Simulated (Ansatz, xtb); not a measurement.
# Two isomers of C3H4BF3O

Structure X is `B[C@@H]1O[C@H]1C(F)(F)F`, a singlet and structure Y is `B[C@@]1(C(F)(F)F)CO1`, a singlet. Both are isolated molecules in the gas phase, relaxed with PBE0-D3(BJ)/def2-SVP; the shapes shown needn't be the lowest conformers.

X (Å):

```yaml
atoms:
  - { symbol: C, position_ang: [-0.5884, 1.7179, -2.1072] }
  - { symbol: C, position_ang: [0.4192, 2.1172, -1.0899] }
  - { symbol: C, position_ang: [1.4462, 3.1693, -1.4335] }
  - { symbol: B, position_ang: [-1.9843, 1.3914, -1.5284] }
  - { symbol: F, position_ang: [0.9934, 4.3748, -1.0823] }
  - { symbol: F, position_ang: [1.7312, 3.1909, -2.7312] }
  - { symbol: F, position_ang: [2.5786, 2.9492, -0.7665] }
  - { symbol: O, position_ang: [0.5304, 0.9014, -1.7279] }
  - { symbol: H, position_ang: [-2.9477, 2.0133, -1.9043] }
  - { symbol: H, position_ang: [-2.0833, 0.5621, -0.6580] }
  - { symbol: H, position_ang: [-0.4579, 2.1937, -3.0872] }
  - { symbol: H, position_ang: [0.1817, 2.1008, -0.0164] }
```

Y (Å):

```xyz
12

C    -0.1531    2.4310   -1.4615
C    -0.5487    1.0697   -0.9338
C     1.1904    2.9357   -1.0639
B    -0.6608    2.9009   -2.8495
F     0.0360    0.7818    0.2284
F    -0.2111    0.1199   -1.8092
F    -1.8688    1.0014   -0.7501
O     0.0429    3.4034   -0.4405
H    -1.0521    2.1048   -3.6630
H    -0.5916    4.0760   -3.1059
H     1.8255    2.2608   -0.4769
H     1.7139    3.6431   -1.7196
```

Task: Estimate which is lower in electronic energy at CCSD(T)/def2-SVP + ΔMP2/def2-TZVPP, and by roughly how much.

Result: Too close to call at this level: CCSD(T)/def2-SVP + ΔMP2/def2-TZVPP gives E(Y) − E(X) = −3.16 kJ/mol.

How the difference moves with the method:

```csv
level,geometry,E(Y) − E(X) (kJ/mol),departure from the last row (kJ/mol),"job, with rough time for the two"
GFN2-xTB,GFN2-xTB,−8.89,−5.72,"optimisation, 1 s"
HF/STO-3G,GFN2-xTB,−4.41,−1.25,"single point, 3.1 s"
r2SCAN-D4/def2-SVP,GFN2-xTB,−5.33,−2.17,"single point, 12 s"
PBE0-D3(BJ)/def2-SVP,PBE0-D3(BJ)/def2-SVP,−3.63,−0.47,"optimisation, 5.2 min"
HF/def2-SVP,PBE0-D3(BJ)/def2-SVP,−2.40,+0.76,part of the CCSD(T) run
MP2/def2-SVP,PBE0-D3(BJ)/def2-SVP,−5.78,−2.62,part of the CCSD(T) run
CCSD(T)/def2-SVP,PBE0-D3(BJ)/def2-SVP,−5.44,−2.28,single point
CCSD(T)/def2-SVP + ΔMP2/def2-TZVPP,PBE0-D3(BJ)/def2-SVP,−3.16,,"single point, 3.8 min"
```

As drawn, both hold the same kinds of bond in the same numbers.

The largest departure from CCSD(T)/def2-SVP + ΔMP2/def2-TZVPP is that of GFN2-xTB, 5.72 kJ/mol. The last row adds to CCSD(T) the change of the MP2 difference between the two basis sets, here +2.28 kJ/mol.

With thermal terms from frequencies at re-optimised GFN2-xTB minima (ideal gas, soft modes damped towards free rotors, one conformer each, 298.15 K, 1 atm): on the last row, ΔE + ΔZPE = −3.04, ΔH = −3.32, ΔG = −1.71 kJ/mol.

The correlated steps freeze 8 core orbitals. Programs: Ansatz 0.2.0, xtb 6.7.1; the last row on 2 threads of Intel(R) Xeon(R) Processor @ 2.50GHz (Skylake/Cascade Lake) on a shared host.

Every level puts Y slightly below X, but the more telling result is how little it costs to move the trifluoromethyl group from the carbon next to the boryl-bearing one onto that carbon itself. Both isomers keep the strained oxirane ring, and in both geometries the empty boron p orbital lies roughly along the ring C–C bond, where the bent, high-lying ring orbitals can donate into it. This shared stabilisation probably accounts for much of the near-degeneracy. What remains is a balance between the crowding and electron withdrawal of a geminal CF3 group and the different substitution of the ring carbons.

Correlation favours Y, taking the difference from −2.40 kJ/mol in HF to −5.78 in MP2 with the same basis. This suggests greater medium-range correlation between the groups gathered on one carbon. CCSD(T) hardly changes the MP2 value, so the larger basis matters more here than correlation beyond second order. X is the trans epoxide, so the comparison says nothing about its cis diastereomer, where the two substituents would share a ring face.
